## Question

A thin slab of platinum stands in for a platinum surface in a density-functional calculation with the PBE functional. The slab has five atomic planes and two almost identical (111) faces. The table lists electronic levels along a closed path through the surface zone, from its edge midpoint M to its centre G, on to its corner K and back to M. "Point a" and "point b" are the coordinates on that path.

The levels b1 and b2 are the nearest and second nearest below the Fermi level, and a1 is the nearest above it. The "outer orbital weight" is the part of a level found on atomic orbitals of the two outermost planes of both faces together. It can be used to look for surface states, levels that cling to a surface and fade towards the interior.

Ansatz 0.2.0, scalar-relativistic PBE with plane waves (420 eV cutoff) and PAW, without spin polarisation or spin-orbit coupling. Relaxed five-plane Pt(111) slab, Gamma-centred 12×12×1 k mesh, Gaussian smearing of 0.1 eV. Orbital weights are Löwdin weights on the 5s, 5p, 5d and 6s orbitals, averaged over levels within 1.5 meV and not renormalised.

| point label | point a (reciprocal cell vectors) | point b (reciprocal cell vectors) | level b1 from the Fermi level (eV) | outer orbital weight b1 | level b2 from the Fermi level (eV) | outer orbital weight b2 | level a1 from the Fermi level (eV) | outer orbital weight a1 |
| --- | --- | --- | --- | --- | --- | --- | --- | --- |
| M | 0.5000 | 0.0000 | -0.100 | 0.660 | -0.640 | 1.000 | 0.010 | 0.400 |
| between | 0.4167 | 0.0000 | -0.060 | 0.900 | -0.060 | 0.840 | 0.120 | 0.780 |
| between | 0.3333 | 0.0000 | -0.030 | 0.780 | -0.270 | 0.920 | 0.140 | 0.760 |
| between | 0.2500 | 0.0000 | -0.340 | 0.980 | -0.480 | 0.840 | 0.090 | 0.760 |
| between | 0.1667 | 0.0000 | -0.330 | 1.000 | -0.860 | 0.900 | 0.050 | 0.780 |
| between | 0.0833 | 0.0000 | -0.320 | 1.000 | -0.350 | 0.660 | 0.010 | 0.800 |
| G | 0.0000 | 0.0000 | 0.000 | 0.800 | 0.000 | 0.800 | 0.600 | 0.120 |
| between | 0.0556 | 0.0556 | -0.040 | 0.800 | -0.100 | 0.820 | 0.990 | 0.680 |
| between | 0.1111 | 0.1111 | -0.160 | 0.800 | -0.400 | 0.780 | 0.630 | 0.800 |
| between | 0.1667 | 0.1667 | -0.180 | 0.760 | -0.390 | 0.900 | 0.110 | 0.800 |
| between | 0.2222 | 0.2222 | -0.020 | 0.620 | -0.700 | 0.900 | 0.020 | 0.920 |
| between | 0.2778 | 0.2778 | -0.010 | 0.900 | -0.100 | 0.640 | 0.220 | 0.720 |
| K | 0.3333 | 0.3333 | -0.210 | 0.860 | -0.210 | 0.860 | 4.570 | 0.780 |
| between | 0.3611 | 0.2778 | -0.120 | 0.680 | -0.120 | 0.860 | 4.160 | 0.740 |
| between | 0.3889 | 0.2222 | -0.050 | 0.840 | -0.260 | 0.700 | 0.060 | 0.700 |
| between | 0.4167 | 0.1667 | -0.010 | 0.780 | -0.170 | 0.700 | 0.200 | 0.740 |
| between | 0.4444 | 0.1111 | -0.040 | 0.700 | -0.160 | 0.920 | 0.060 | 0.680 |
| between | 0.4722 | 0.0556 | 0.000 | 0.900 | -0.170 | 0.620 | 0.090 | 0.780 |

(a) What outer orbital weight should an ordinary level of this slab have, and over what range may it vary?

(b) Between M and G, at point a = 0.1667, b1 has a weight of 1.000. Is it a surface state?

(c) Why does a1 have such a low weight at G, and what can be said of its low weight at M?

(d) Why does a1 leap above 4 eV at K and at the next point, when it stays below 1 eV in every other row?

## Model answer

### (a) The ordinary weight

Two planes on each face make four planes out of five. Only the middle plane is left out. A level spread evenly through the slab therefore has an outer weight of 4/5, or 0.8, without any preference for the surface. This is the value against which every entry has to be judged.

Ordinary levels are not spread quite evenly, however. An electron that moves across the slab is reflected at both faces and forms a standing wave, like a string held at its ends. Some of these waves have a crest in the middle plane and others have a node there. The first kind loses some weight from the outer planes, and the second kind loses none.

The simplest version has one orbital per plane and equal coupling between neighbouring planes. The amplitude on plane j is then proportional to sin(πmj/6), where j runs from 1 to 5 and m, also from 1 to 5, numbers the waves. The weight on a plane is the square of its amplitude divided by the sum of all five squares.

For m = 1 the squares are 1/4, 3/4, 1, 3/4 and 1/4, which add up to 3. The middle plane holds 1/3 of the level and the outer planes hold 2/3. For m = 2 the squares are 3/4, 3/4, 0, 3/4 and 3/4, so the outer planes hold everything. The waves with m = 3 and 5 again give 2/3, and the wave with m = 4 again gives 1.

Three waves at 2/3 and two at 1 average to 0.8, the value found by counting planes. Platinum has five d orbitals per atom, and a level may combine a crest wave in one of them with a node wave in another. Its weight then falls between the two values. The value 2/3 is not a strict floor, because different crest waves can also mix and gather a level in the middle plane. Most ordinary levels should thus lie between about 2/3 and 1 and centre on 0.8, with an occasional one lower.

The table agrees well with this. Of its 54 levels, 49 have a weight of 0.66 or more, and three of the other five miss that mark only slightly. The mean of all levels is 0.78. At M, b1 and b2 even show the two limits side by side, with 0.66 and 1.00.

### (b) A weight of 1.000 without a surface state

A weight of 1.000 says only that the middle plane is empty. A standing wave with a node there does this too, although it reaches the second plane as strongly as the first. The column adds these planes together and so cannot tell such a wave from a level that clings to the outermost atoms.

The energies offer a further test. The slab has two equal faces, so a surface state must occur twice. If the two faces hardly feel each other, the result is a pair of levels close together in energy, both with high outer weight.

The level in question has no such twin. The nearest level above it is 0.38 eV away and the nearest below is 0.53 eV away. It is therefore not one of two nearly independent surface states, and a standing wave with a node in the middle is the simpler reading. The rows on either side fit this. There b1 lies at −0.34 and −0.32 eV with weights of 0.98 and 1.00, as a single flat d band would. No symmetry forces the node between G and M, so it need not be exact, and the weight of 0.98 suggests it is not. An equal pair alone would not prove a surface state either, since the pairs at G and K are expected from the threefold symmetry of those points.

One possibility remains open. In so thin a slab the two faces may interact strongly enough to push a pair of surface states far apart. A thicker slab would decide the matter. A surface state would keep a high weight on the outer planes and its twin would draw close in energy, whereas the weight of an ordinary wave would fall as more inner planes share it. No thicker slab is given here.

### (c) The low weights at G and M

At G, a1 has a weight of only 0.12, far below anything a simple standing wave allows. Either nearly the whole level sits in the middle plane, or much of it is not counted. The first is hard to believe in a metal whose planes are strongly coupled.

The second has a plain reason. The set of atomic orbitals used for the weights contains the 6s and 5d orbitals of platinum but not the 6p orbitals. It also misses electrons that spill into the vacuum. A level made largely of 6p orbitals, or one that reaches far outside the slab, gets a low weight wherever it sits.

The energies fit a level of this broad, mobile kind. At the first listed point from G towards K, no level lies between −0.04 and 0.99 eV. The level found at 0.60 eV at G must therefore have moved by at least 0.39 eV over this short step. Such a steep band would suit s and p electrons, since d bands tend to be flatter. This is only a hint, however. The a1 level at 0.63 eV, one listed point further on, must have moved by at least 0.36 eV too, and its weight is an ordinary 0.80.

Pt(111) is known to have a surface state of s and p character above the Fermi level near G. The level at 0.60 eV may be that state, or it may be an ordinary standing wave of similar character. The weight cannot decide, since it leaves out the very orbitals and the region of space that matter most for such a state.

At M, a1 has a weight of 0.40. Missing 6p or vacuum parts could explain this as well, but so could a wave gathered in the middle plane. Nothing in the table separates the two, and the cause stays open.

### (d) The leap at K

The columns do not follow a band along the path. They rank the levels afresh at each point. When a band sinks through the Fermi level it leaves the "above" columns, and the next higher level takes its place, however far up that may be.

At K the next level is very far up: a1 and b1 are 4.78 eV apart. Counting electrons suggests why. On average over the zone, 25 valence levels are filled at each point, and five planes with five d orbitals each supply exactly 25 d levels.

At most points some d levels should remain empty just above the Fermi level. The electrons missing from them fill s-like levels, either at the same point or elsewhere in the zone. At K, theory suggests, all the d levels lie below the Fermi level. The next level is then expected to be mainly s-like, with some p character mixed in, pushed up because neighbouring s orbitals in the same plane are largely out of phase at the zone corner and because it is also antibonding towards the d orbitals.

The weight supports this reading in part. It is 0.78 for a1 at K, so most of the level is found on the orbitals that are counted, and it is unlikely to be chiefly of 6p or vacuum character. The number of levels actually filled at K is not given, so the full d set there remains an argument and not a reading of the table.

The wide separation belongs to this corner of the zone. The next listed point towards M still lies close enough to K to share it, with 4.28 eV between a1 and b1. The next listed point towards G is twice as far from K, and there a1 is back at 0.22 eV. Elsewhere on the path levels lie at or close to the Fermi level, and the slab is a metal.

## Remarks on the reasoning

**The mean is a weak test of the standing waves.** At any one point, the shares of an orbital in all the levels must add up to one. The outer atoms own 4/5 of the orbitals, so the mean over a complete set of levels is 4/5 whatever shape the waves have. A mean near 0.8 gives no sign that surface-bound levels crowd around the Fermi level, but it cannot exclude some of them. The range from 2/3 to 1 is a somewhat sharper test, though its lower edge is not a strict limit once several orbitals per atom take part.

**Two levels deserve separate treatment.** Without a1 at G and at M the mean rises from 0.78 to 0.80. Leaving out the level at G has a good physical reason, because its weight is probably incomplete. For the level at M that reason is only one of two possibilities, so the closer agreement should not be given much importance.

**The simple waves fail at G.** The slab looks the same when inverted through a middle atom, and at G and M this forbids mixing crest waves with node waves of the s and d orbitals. Symmetry then fixes the node waves at a weight of 1, and equal coupling would put the crest waves at 2/3, yet the pair at the Fermi level at G has 0.80. Crest waves may still mix with one another, since surface atoms have fewer neighbours than inner ones and equal coupling is only an approximation. A node wave that shares its level with the uncounted 6p orbitals would also drop below 1. The table does not tell these causes apart.

**The energies are less secure than the counting.** Spin-orbit coupling is missing, and in platinum it shifts d levels by several tenths of an eV or more, which exceeds many of the spacings in the table. It would split the equal pairs at G and K and could alter the distances used in part (b). Levels within a few tenths of an eV of zero, such as a1 at M, might also end up on the other side of the Fermi level. The run also warns that the exchange-correlation potential is rough where the density is thin, which matters most for a level that spills into the vacuum, as a1 at G may do. The ordinary weight of 4/5 survives all this, because it rests on the number of planes.

**The ordinary weight depends on the slab.** With two planes counted on each face, it is 4 divided by the number of planes. A weight of 0.8 is unremarkable in five planes but would be striking in a much thicker slab. Anyone who uses such weights to judge which electrons a surface offers to an adsorbing molecule should work out this fraction first, and then check which orbitals were counted.
